**Problem.** Three spin-polarized electrons occupy the lowest Landau level of a sphere with monopole strength $Q=m$ ($m$ odd). This is the Laughlin flux $2Q=m(N-1)$ of filling $1/m$, with radius $\sqrt m\,\ell$ and orbital angular momentum $m$. Find the single-mode spectrum. Energies are in $e^2/\epsilon\ell$ (Gaussian units).

**(a) General statement** (Girvin, MacDonald and Platzman). Take guiding-centre densities with $[\rho_{\mathbf k},\rho_{\mathbf q}]=2i\sin(\ell^2\mathbf k\times\mathbf q/2)\,\rho_{\mathbf k+\mathbf q}$, $s=\langle\rho_{\mathbf k}^\dagger\rho_{\mathbf k}\rangle/N$ and $f=\langle[\rho_{\mathbf k}^\dagger,[H,\rho_{\mathbf k}]]\rangle/2N$. Then
$$\Delta=\frac fs,\qquad f=\int\!\frac{d^2q}{(2\pi)^2}v(q)e^{-q^2\ell^2/2}[1-\cos(\ell^2\mathbf k\times\mathbf q)][s(\mathbf k+\mathbf q)-s(\mathbf q)].$$
$\Delta$ is an upper bound on the lowest excitation at $\mathbf k$. For Laughlin liquids $f,s\propto k^4$.

**(b) Counting.** Total angular momenta $L=0,2,3$ occur once each and $L=1$ never. $L=4$ occurs once for $m=3$ and twice for $m=5,7$. So $L=0$ is the Laughlin state, and $\rho_{LM}|0\rangle$ is an exact eigenstate at $L=2,3$ for any rotation-invariant pair interaction.

**(c) $s$ and $f$.** Let $\rho_{LM}=\sum_i t_{LM}(i)$, with rank-$L$ tensors normalized by $\sum_M t^\dagger t=2L+1$. A pair of angular momentum $J$ (odd) has energy $V_{2m-J}$. In $|0\rangle$ every pair has $J=m$, so $E_0=3V_m$. The operator $t(3)$ gives $|(mm)m,m;L\rangle$. Recoupling the other two terms gives amplitudes
$$a_J=\delta_{Jm}-2\sqrt{(2J+1)(2m+1)}\begin{Bmatrix}m&m&J\\L&m&m\end{Bmatrix},\qquad \sum_Ja_J^2=3a_m .$$
Hence $s(L)=a_m$ and $f(L)=\sum_Ja_J^2(V_{2m-J}-V_m)$. With $x=m(m+1)$,
$$s(1)=f(1)=0,\quad s(2)=\frac{3(x-2)}{4x-3},\quad s(3)=\frac{15x}{2(4x-3)},\quad s(4)=\frac{27x^2-24x+360}{4(4x-3)(4x-15)}.$$

**(d) Exact gaps.** For $L=2,3$ only $J=m,m\pm2$ enter. With $A=V_{m-2}-V_m$ and $B=V_m-V_{m+2}$,
$$\Delta(2)=\frac{3(3m+2)(m+1)}{2(2m+1)(2m+3)}A-\frac{3m(3m+1)}{2(4m^2-1)}B,$$
$$\Delta(3)=\frac{3(3m+2)(m+3)}{4(2m+1)(2m+3)}A-\frac{3(3m+1)(m-2)}{4(4m^2-1)}B.$$
A dip $\Delta(3)<\Delta(2)$ requires, for $B>0$,
$$A/B>T=\frac{(3m+1)(m+2)(2m+3)}{(3m+2)(m-1)(2m-1)}.$$

**(e) Coulomb numbers.** For the chord-distance interaction,
$$V_r=\frac{2}{\sqrt m}\binom{2r}{r}\binom{8m+2-2r}{4m+1-r}\Big/\binom{4m+2}{2m+1}^2 .$$
It is increasing and convex in $J(J+1)$, whose pair average is $x+L(L+1)/3$. Jensen's inequality then makes $L=0$ the ground state.

| | $m=3$ | $m=5$ | $m=7$ |
|---|---|---|---|
| $A$ | 0.16795 | 0.05398 | 0.02844 |
| $B$ | 0.04430 | 0.02479 | 0.01631 |
| $A/B$ | 3.79 | 2.18 | 1.74 |
| $T$ | 4.09 | 2.38 | 1.88 |
| $s(2)$ | 0.667 | 0.718 | 0.733 |
| $s(3)$ | 2.000 | 1.923 | 1.900 |
| $s(4)$ | 0.667 | 0.487 | 0.453 |
| $\Delta(2)$ | 0.1190 | 0.0277 | 0.0115 |
| $\Delta(3)$ | 0.1225 | 0.0295 | 0.0123 |
| $\Delta(4)$ | 0.2251 | 0.0885 | 0.0371 |
| $\Delta(2)/V_m$ | 0.328 | 0.102 | 0.0505 |

$\Delta(4)$ is only an upper bound for $m=5,7$.

**(f) Comparison.**

*Long waves.* $\rho_{1M}$ is proportional to the total angular momentum and annihilates $|0\rangle$. This is the counterpart of the missing $k^2$ term. The branch starts gapped at $L=2$, though so few points cannot test the power $k^4$.

*Roton.* $s$ peaks at $L=3$. With $k\ell=\sqrt{L(L+1)/m}$ this is $1.05\,G$, where $G\ell=\sqrt{4\pi\nu'/\sqrt3}$ is the shortest reciprocal vector of a triangular crystal at the actual density $\nu'=N/2Q=3/2m$. For Laughlin's parent interactions ($V_r=0$ for $r\ge m$, so $B=0$), $\Delta(3)/\Delta(2)=(m+3)/(2m+2)=3/4,\ 2/3,\ 5/8$. $\Delta(4)$ lies higher, since its $J=m+2$ weight $a_J^2/s$ is 1.55, 1.26, 1.06 against 0.79, 0.71, 0.68 at $L=3$. This is a roton minimum that deepens with $m$. For Coulomb, $A/B$ falls slightly short of $T$: the peak of $s$ flattens the branch without producing a dip.

*Softening.* The ratios $V_{m\pm2}/V_m$ are rational in $m$, and for large $m$
$$\Delta(2)/V_m\to\frac{5}{2m^2},\qquad \Delta(3)/V_m\to\frac{11}{4m^2},\qquad V_m\to\frac{1}{\sqrt{3m}} .$$
The gaps fall as $m^{-5/2}$, while $V_m$ tends to the repulsion of two corners of an equilateral triangle on a great circle. Also $s(L)\to1+2P_L(-\tfrac12)$, the structure factor of that rigid triangle. The low-$L$ levels collapse into its orientations, which is the three-electron form of Wigner crystallization. No transition occurs at finite $m$, because the gap stays open.

*Size.* These numbers are the model's. The typical planar single-mode minimum at filling 1/3 is approximately 0.075 near $k\ell\approx1.4$. The model's lowest gap, at $k\ell=1.41$, is about 1.6 times larger, in a system whose density exceeds $1/m$ by half.